**Hand estimates for diatomic cations from their neutral parents: CdB, CsPb, CsSn, LiCd**

The table holds bond lengths, harmonic wavenumbers, well depths and Mayer bond orders of four neutral diatomics and their cations at BP86/def2-SVPD with core potentials, without spin-orbit coupling or counterpoise correction. The program tests $\omega_e\propto r_e^{-q}$ within each pair against Badger's rule and Mayer scaling, an ion-induced-dipole estimate of the cations' $D_e$, and the ionisation-energy cycle with an ion-pair estimate for the caesium rows. The fit over all four pairs gives $q=4.17$; with $q=4$ three ions are met within 6% and CdB+ is missed by 18%. Induction gives $D_e$ within about a factor of two, but the outer curve of CdB+ decays far more slowly than induction would, so the agreement there is accidental. Polarisabilities, electron affinities and spin-orbit lowerings are rough recalled values.

Calculated values. PySCF 2.14.0, unrestricted BP86/def2-SVPD with scalar-relativistic core potentials on Cd, Cs, Sn and Pb, fixed orbital occupations and no spin-orbit coupling. Neutral diatomics and their cations; r_e and ω_e are from Dunham fits for the main isotopes. D_e is relative to high-spin ground-configuration atoms (B, Cs or Li charged for cations), without counterpoise correction.

## Script

```python
# Table: r_e, omega_e, D_e, Mayer order of four neutral diatomics and their cations; PySCF, BP86/def2-SVPD, ECP, no spin-orbit.
# Tested: omega ~ r^-q within a pair (against Badger and Mayer scaling), ion-induced-dipole D_e, ionisation-energy cycle.
T = {
    'molecule': ['CdB+', 'CdB', 'CsPb+', 'CsPb', 'CsSn+', 'CsSn', 'LiCd+', 'LiCd'],
    'charge': [1, 0, 1, 0, 1, 0, 1, 0],  # e
    'valence': [14, 15, 4, 5, 4, 5, 12, 13],
    'mult': [1, 2, 3, 4, 3, 4, 1, 2],
    'open': ['none', 'pi1', 'sigma1 pi1', 'sigma1 pi2', 'sigma1 pi1', 'sigma1 pi2', 'none', 'sigma1'],
    're': [2.506, 2.382, 4.359, 3.648, 4.309, 3.599, 2.798, 3.025],  # Å
    'dre': [0.123, 0.0, 0.712, 0.0, 0.71, 0.0, -0.227, 0.0],  # Å
    'we': [293, 295, 34, 72, 39, 85, 236, 162],  # 1/cm
    'de': [2.15, 0.56, 0.28, 1.29, 0.26, 1.39, 0.59, 0.2],  # eV
    'mayer': [0.95, 0.95, 0.15, 0.81, 0.14, 0.79, 0.41, 0.53],
}
import numpy as np
from scipy import constants as C
e2 = C.e/(4*np.pi*C.epsilon_0)*1e10   # eV*A
Eh = C.physical_constants['Hartree energy in eV'][0]
R = {m: {k: T[k][i] for k in T} for i, m in enumerate(T['molecule'])}
P = ['CdB', 'CsPb', 'CsSn', 'LiCd']
# further outputs of the same runs: masses (u), curve minima (Eh; neutral, ion), three outer ion points, atomic IE (eV)
ms = {'CdB': (113.903, 11.009), 'CsPb': (132.905, 207.977), 'CsSn': (132.905, 119.902), 'LiCd': (7.016, 113.903)}
em = {'CdB': (-192.497679, -192.232445), 'CsPb': (-213.216583, -213.030789), 'CsSn': (-234.604447, -234.41431), 'LiCd': (-175.335581, -175.1485)}
tail = {'CdB': ([3.1613, 3.4624, 3.8889], [-192.219935, -192.21242, -192.204526]),
        'CsPb': ([5.4747, 5.9961, 6.7348], [-213.027452, -213.025719, -213.023929]),
        'CsSn': ([5.4104, 5.9257, 6.6557], [-234.411129, -234.409524, -234.407901]),
        'LiCd': ([3.5192, 3.8543, 4.3292], [-175.142231, -175.13852, -175.134306])}
IE = {'CsPb': 4.0407, 'CsSn': 4.0407, 'LiCd': 5.4791}
inner = {'CsPb': -213.026312, 'CsSn': -234.409816}   # innermost ion point, just outside the neutral's r_e
# rough recalled values: polarisability of the neutral atom (A^3); EA and spin-orbit lowering of Pb, Sn (eV)
al = {'CdB': 6.8, 'CsPb': 7.0, 'CsSn': 7.9, 'LiCd': 6.8}
EA = {'CsPb': 0.36 + 1.1, 'CsSn': 1.1 + 0.31}
def kf(p, w):   # force constant in mdyn/A
    a, b = ms[p]
    return a*b/(a+b)*C.atomic_mass*(2*np.pi*C.c*100*w)**2/100
x = np.array([np.log(R[p+'+']['re']/R[p]['re']) for p in P])
y = np.array([np.log(R[p+'+']['we']/R[p]['we']) for p in P])
q = -(x @ y)/(x @ x)
print('Ion against neutral: dr A, r ratio, omega ratio, k0 and k+ mdyn/A, dDe eV, Mayer ratio, own q')
for i, p in enumerate(P):
    n, c = R[p], R[p+'+']
    print(f"{p:5s} {c['dre']:+.3f} {np.exp(x[i]):.3f} {np.exp(y[i]):.3f} {kf(p,n['we']):.3f} {kf(p,c['we']):.3f} {c['de']-n['de']:+.2f} {c['mayer']/n['mayer']:.2f} {-y[i]/x[i]:.2f}")
qL = -y[3]/x[3]
print(f'q fitted on all four pairs {q:.2f}; from LiCd alone {qL:.2f}; rule uses 4')
print('omega of ion, 1/cm: table, then estimate (error %) for q=4, q of LiCd, Badger, Mayer; rounding %')
E = []
for i, p in enumerate(P):
    n, c = R[p], R[p+'+']
    u = kf(p, n['we'])**(-1/3)
    est = [n['we']*np.exp(-4*x[i]), n['we']*np.exp(-qL*x[i]), n['we']*(u/(u + c['dre']/1.86**(1/3)))**1.5, n['we']*np.sqrt(c['mayer']/n['mayer'])]
    er = [100*(w/c['we']-1) for w in est]; E.append(er)
    print(f"{p}+ {c['we']:.0f} | " + ' | '.join(f'{w:.0f} ({d:+.0f})' for w, d in zip(est, er)) + f" | {50/c['we']+50/n['we']:.1f}")
E = np.abs(np.array(E))
print('mean abs error %:', ', '.join(f'{v:.0f}' for v in E.mean(0)))
print('worst row:', ', '.join(f'{P[j]}+ {E[j,m]:.0f}%' for m, j in enumerate(E.argmax(0))))
for p in IE:
    if p in EA: print(f"{p} as ion pair: wall exponent n = 1 + k r^3/e^2 = {1 + kf(p,R[p]['we'])*1e-18/C.e*R[p]['re']**3/e2:.1f}")
print('Induction: alpha A^3, alpha e^2/2r^4 eV, table De eV, table/estimate (De rounding 0.005 eV)')
for p in P:
    c = R[p+'+']; d = al[p]*e2/(2*c['re']**4)
    print(f"{p}+ {al[p]:.1f} {d:.2f} {c['de']:.2f} {c['de']/d:.2f}")
print('Outer curve: decay exponent inner, outer (+- rounding); r A, binding eV, induction eV, ratio at middle point')
S = {}
for p in P:
    r = np.array(tail[p][0]); b = R[p+'+']['de'] - (np.array(tail[p][1]) - em[p][1])*Eh
    sl = lambda v: -np.diff(np.log(v))/np.diff(np.log(r))
    S[p] = sl(b); ind = al[p]*e2/(2*r[1]**4)
    print(f"{p}+ {S[p][0]:.2f} {S[p][1]:.2f} (+-{np.abs(sl(b+0.005)-S[p]).max():.2f}); {r[1]:.2f} {b[1]:.3f} {ind:.3f} {b[1]/ind:.1f}")
print('(outermost CdB+ point has broken spin symmetry)')
print('Cycle, eV: IE(atom), adiabatic IE(molecule), difference, table dDe')
cyc = []
for p in P:
    im = (em[p][1]-em[p][0])*Eh; dd = R[p+'+']['de'] - R[p]['de']
    if p in IE: cyc.append(IE[p]-im-dd); print(f'{p} {IE[p]:.2f} {im:.2f} {IE[p]-im:+.2f} {dd:+.2f}')
    else: print(f'{p} IE(molecule) {im:.2f}, dDe {dd:+.2f}, implied IE(B) {im+dd:.2f}')
print('Ion pair, eV: EA, e^2/r0, sum, dDe estimate, error against table, least relaxation of ion')
for p in EA:
    v = e2/R[p]['re']; dd = R[p+'+']['de'] - R[p]['de']
    print(f'{p} {EA[p]:.2f} {v:.2f} {EA[p]+v:.2f} {IE[p]-EA[p]-v:+.2f} {IE[p]-EA[p]-v-dd:+.2f} {(inner[p]-em[p][1])*Eh:.2f}')
assert 3 < q < 5.5 and -y[0]/x[0] < 1
assert all(S[p][0] > 2.5 and S[p][1] < 4.3 for p in IE) and S['CdB'][0] < 2
assert max(abs(v) for v in cyc) < 0.015
assert R['CdB+']['dre'] > 0 and R['CdB+']['de'] > R['CdB']['de'] and R['LiCd+']['mayer'] < R['LiCd']['mayer']
```

Output:

```
Ion against neutral: dr A, r ratio, omega ratio, k0 and k+ mdyn/A, dDe eV, Mayer ratio, own q
CdB   +0.123 1.052 0.993 0.515 0.508 +1.59 1.00 0.13
CsPb  +0.712 1.195 0.472 0.248 0.055 -1.01 0.19 4.21
CsSn  +0.710 1.197 0.459 0.268 0.056 -1.13 0.18 4.33
LiCd  -0.227 0.925 1.457 0.102 0.217 +0.39 0.77 4.82
q fitted on all four pairs 4.17; from LiCd alone 4.82; rule uses 4
omega of ion, 1/cm: table, then estimate (error %) for q=4, q of LiCd, Badger, Mayer; rounding %
CdB+ 293 | 241 (-18) | 231 (-21) | 263 (-10) | 295 (+1) | 0.3
CsPb+ 34 | 35 (+4) | 31 (-10) | 45 (+33) | 31 (-9) | 2.2
CsSn+ 39 | 41 (+6) | 36 (-9) | 53 (+36) | 36 (-8) | 1.9
LiCd+ 236 | 221 (-6) | 236 (+0) | 185 (-21) | 142 (-40) | 0.5
mean abs error %: 8, 10, 25, 14
worst row: CdB+ 18%, CdB+ 21%, CsSn+ 36%, LiCd+ 40%
CsPb as ion pair: wall exponent n = 1 + k r^3/e^2 = 6.2
CsSn as ion pair: wall exponent n = 1 + k r^3/e^2 = 6.4
Induction: alpha A^3, alpha e^2/2r^4 eV, table De eV, table/estimate (De rounding 0.005 eV)
CdB+ 6.8 1.24 2.15 1.73
CsPb+ 7.0 0.14 0.28 2.01
CsSn+ 7.9 0.16 0.26 1.58
LiCd+ 6.8 0.80 0.59 0.74
Outer curve: decay exponent inner, outer (+- rounding); r A, binding eV, induction eV, ratio at middle point
CdB+ 1.32 1.24 (+-0.00); 3.46 1.605 0.341 4.7
CsPb+ 3.15 3.61 (+-0.15); 6.00 0.142 0.039 3.6
CsSn+ 3.19 3.58 (+-0.16); 5.93 0.130 0.046 2.8
LiCd+ 3.03 3.84 (+-0.07); 3.85 0.318 0.222 1.4
(outermost CdB+ point has broken spin symmetry)
Cycle, eV: IE(atom), adiabatic IE(molecule), difference, table dDe
CdB IE(molecule) 7.22, dDe +1.59, implied IE(B) 8.81
CsPb 4.04 5.06 -1.02 -1.01
CsSn 4.04 5.17 -1.13 -1.13
LiCd 5.48 5.09 +0.39 +0.39
Ion pair, eV: EA, e^2/r0, sum, dDe estimate, error against table, least relaxation of ion
CsPb 1.46 3.95 5.41 -1.37 -0.36 0.12
CsSn 1.41 4.00 5.41 -1.37 -0.24 0.12
```
